## Which mesh for which quantity

Whether to run strontium oxide on a 4x4x4 or a 5x5x5 k mesh depends on what the run is for. For the energy the 5x5x5 mesh is better: it lies 0.21 meV/atom from the 9x9x9 reference, against 1.55 meV/atom for 4x4x4. For the band gap, the energy between the highest filled and the lowest empty state, the coarser 4x4x4 mesh is better. An explanation of the energy error has to allow for this reversal.

Single-point RPBE calculations with Ansatz 0.2.0 for rock-salt SrO in a fixed 2-atom cell (16.90 Å³/atom), using plane waves to 420 eV, a density cutoff of 1680 eV, PAW datasets made for PBE, fixed occupations and no spin polarization. The k meshes are unshifted, the energy reference is the 9x9x9 run, and pressure is positive in compression.

| k mesh | energy less reference (meV/atom) | pressure (GPa) |
| --- | --- | --- |
| 3x3x3 | 11.150 | 6.540 |
| 4x4x4 | 1.550 | 6.420 |
| 5x5x5 | 0.210 | 6.400 |
| 6x6x6 | 0.040 | 6.390 |
| 8x8x8 | -0.020 | 6.390 |

A k mesh is a set of electron wavevectors over which the crystal's energy is averaged, with $N$ points along each direction. The column "energy less reference" is the energy per atom minus that of the 9x9x9 run. All runs treat the same insulating crystal with the same semilocal density functional.

## The tempting explanation: missing the band edge

Calculations of this kind usually place the lowest empty state of SrO at X, a point on the boundary of the range of wavevectors. Even meshes contain X, while odd ones miss it by a distance proportional to $1/N$. Near its minimum a band is roughly a parabola, so the gap read from an odd mesh should be too large by an amount proportional to $1/N^2$.

For the gap this works. The 5x5x5 mesh gives a gap 183 meV above that of 8x8x8, so the 9x9x9 mesh should be too high by $183\times(5/9)^2\approx57$ meV, which is what the calculation gives. On 3x3x3, where the nearest point is far from the minimum, the same rule is about 6% too high. The 9x9x9 mesh, though fine enough to serve as the energy reference, is thus a poor choice for the gap.

It is tempting to blame the energy error on the same missed point, but there the rule fails. Starting from the 11.15 meV/atom of 3x3x3, an inverse-square law leaves $11.15\times(3/5)^2\approx4.0$ meV/atom on 5x5x5, about twenty times the computed error. Nor is the odd 5x5x5 mesh worse than the even 4x4x4. The gap depends on just two states, the highest filled and the lowest empty one, whereas the energy is built from the filled states, all of them together.

## What the average really misses

The energy of the filled bands varies smoothly and periodically with wavevector, so it can be written as a sum of waves. A uniform mesh averages nearly all of these waves to zero, as the exact average does. It is deceived only by waves so rapid that they take the same value at every mesh point.

Each wave belongs to a lattice vector of the crystal, and longer vectors mean faster waves. The mesh is deceived by vectors that are $N$ times another lattice vector, and the shortest of these is $N\times3.63$ Å long. In an insulator the strength of the waves falls roughly exponentially with this length. Each step in $N$ adds the same length and should therefore divide the error by about the same factor $q$:

$$\Delta E_N \approx A\,q^{-N}.$$

Here $\Delta E_N$ is the energy error and $A$ sets its scale; any slow change of $A$ with $N$ is neglected, and so are the longer vectors. The mesh also alters the electrons' potential, but the total energy is stationary against small changes of that potential, so this affects it only in second order. The sum of orbital energies has no such protection: between 3x3x3 and 9x9x9 it shifts by 108 meV/atom, about ten times as much as the total energy.

## Predicting the 5x5x5 run

The two coarsest meshes fix the constants: $q=11.15/1.55\approx7.2$. The next error should then be $1.55/7.2\approx0.22$ meV/atom. The 5x5x5 run, which played no part in setting the constants, gives 0.21.

A third possibility is a steeper fixed power of $N$. Set by the same two meshes, the power is about 6.86, and it predicts $1.55\times(4/5)^{6.86}\approx0.34$ meV/atom for 5x5x5, well above the computed value. The pressure, treated in the same way, also favours the constant factor, though less sharply: that rule comes out about a sixth too low on 5x5x5, the fixed power about a quarter too high.

The test ends soon after. The 8x8x8 energy lies 0.02 meV/atom below the reference, so differences of that size can't be interpreted, and the 0.04 of 6x6x6 is only a weak further test. The numbers rule out the inverse square for the energy and favour a constant factor over this short range; the exponential law itself rests on the theory of insulators. The printed analysis below sets the rules side by side.

## Using the result

What counts is the length $N\times3.63$ Å, not $N$ alone. If the cell is doubled along every edge, a 3x3x3 mesh samples the same crystal exactly as 6x6x6 does here. For a gap, both band edges must also be sampled, either on the mesh itself or in a separate band calculation, however well the energy has settled.

A settled pressure is not yet a correct one. The 6.39 GPa that remains on the finest meshes is not a sampling error. RPBE is known to favour large cells, which would make this one appear compressed, but the wave cutoff and the PAW datasets, which were made for PBE and not for RPBE, may also contribute, and neither was varied. The cell was also held fixed, and it may itself be smaller than that of the real crystal.

Output of the analysis:

```
Energy error and three rules in meV/atom:
    row  computed  constant_factor  fixed_power  inverse_square
  3x3x3     11.15            11.15        11.15           11.15
  4x4x4      1.55             1.55         1.55           6.272
  5x5x5      0.21           0.2155       0.3355           4.014
  6x6x6      0.04          0.02995      0.09606           2.788
  8x8x8     -0.02        0.0005788      0.01335           1.568
Fall of energy error from 3x3x3 to 4x4x4 (factor): 7.194
Fall of energy error from 4x4x4 to 5x5x5 (factor): 7.381
Fall of energy error from 5x5x5 to 6x6x6 (factor, uncertain): 5.25
Local power of N between 3x3x3 and 4x4x4: 6.859
Local power of N between 4x4x4 and 5x5x5: 8.958
Pressure above 9x9x9 and two rules in MPa:
    row  computed  constant_factor  fixed_power
  3x3x3     147.7            147.7        147.7
  4x4x4     22.43            22.43        22.43
  5x5x5     4.088            3.409        5.202
  6x6x6     0.656           0.5179        1.576
  8x8x8      0.34          0.01196       0.2394
Sampled gap and shortest surviving lattice vector:
    row  gap_eV  above_8x8x8_meV  vector_A
  3x3x3   3.907            477.8     10.89
  4x4x4   3.425           -4.728     14.52
  5x5x5   3.613            183.1     18.14
  6x6x6   3.429           -0.184     21.77
  8x8x8   3.429                0     29.03
Gap excess of 9x9x9 over 8x8x8, computed (meV): 57.1
Gap excess of 9x9x9, inverse square from 5x5x5 (meV): 56.52
Gap excess of 9x9x9, constant factor from 3x3x3 and 5x5x5 (meV): 26.9
Gap excess of 3x3x3, inverse square from 5x5x5 (meV): 508.7
Band sum of 3x3x3 above 9x9x9 (meV/atom): 107.6
```
